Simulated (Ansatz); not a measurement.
How methods differ on CH5AlO2 (SMILES C[Al](O)O)

The species is CH5AlO2 (9 atoms), meant as a singlet with charge 0. As SMILES, `C[Al](O)O`. The shape was relaxed beforehand at r2SCAN/def2-SVP. This is one conformer, not always the lowest.

Each level gives the adiabatic ionisation energy (to the doublet cation, shapes relaxed at r2SCAN/def2-SVP, no zero-point term) (eV). The values are calculated.

| level | kind | program | value (eV) | less CCSD(T)/def2-SVP | CPU time (all runs) |
| --- | --- | --- | --- | --- | --- |
| SVWN5/def2-SVP | LDA | Ansatz | 9.69 | +0.17 | 3.5 s |
| PBE/def2-SVP | GGA | Ansatz | 9.52 | 0.00 | 7 s |
| r2SCAN/def2-SVP | meta-GGA | Ansatz | 9.48 | -0.04 | 10 s |
| B3LYP/def2-SVP | global hybrid | Ansatz | 9.66 | +0.14 | 6.6 s |
| wB97M-V/def2-SVP | range-separated hybrid | Ansatz | 9.76 | +0.24 | 30 s |
| B2PLYP/def2-SVP | double hybrid | Ansatz | 9.60 | +0.08 | 9.5 s |
| RPA@PBE/def2-SVP | RPA | Ansatz | 9.62 | +0.10 | 11 s |
| MP2/def2-SVP | perturbation theory | Ansatz | 9.55 | +0.03 | 2 s |
| CCSD(T)/def2-SVP | coupled cluster or CI | Ansatz | 9.52 | 0.00 | 25 s |

CCSD(T)/def2-SVP is the highest level here, not the true value. The values span 9.48 to 9.76 eV. CPU times are rough (shared hosts, several kinds of processor): they show what a rung costs within a factor of a few.

All nine levels place the adiabatic ionisation energy between 9.48 and 9.76 eV, but agreement with CCSD(T) does not improve steadily from one class of functional to the next. PBE matches the coupled-cluster value and r2SCAN lies just below it, whereas B3LYP and wB97M-V lie higher, the latter furthest away.

Aluminium(III) has no valence lone pair to lose, so the electron probably comes from the Al–C σ bond, which is polarised towards carbon and lies above the more tightly held oxygen lone pairs. The cation would then have a weakened Al–C bond and some methyl-radical character. The closeness of MP2 to CCSD(T) suggests that correlation beyond second order changes the energy difference little.

PBE's exact match is no proof of superior accuracy: correlated ionisation energies usually rise as the basis grows, more than those of semilocal or hybrid functionals, so part of the hybrids' apparent overestimate may reflect the small basis. The energies alone cannot confirm where the hole resides.
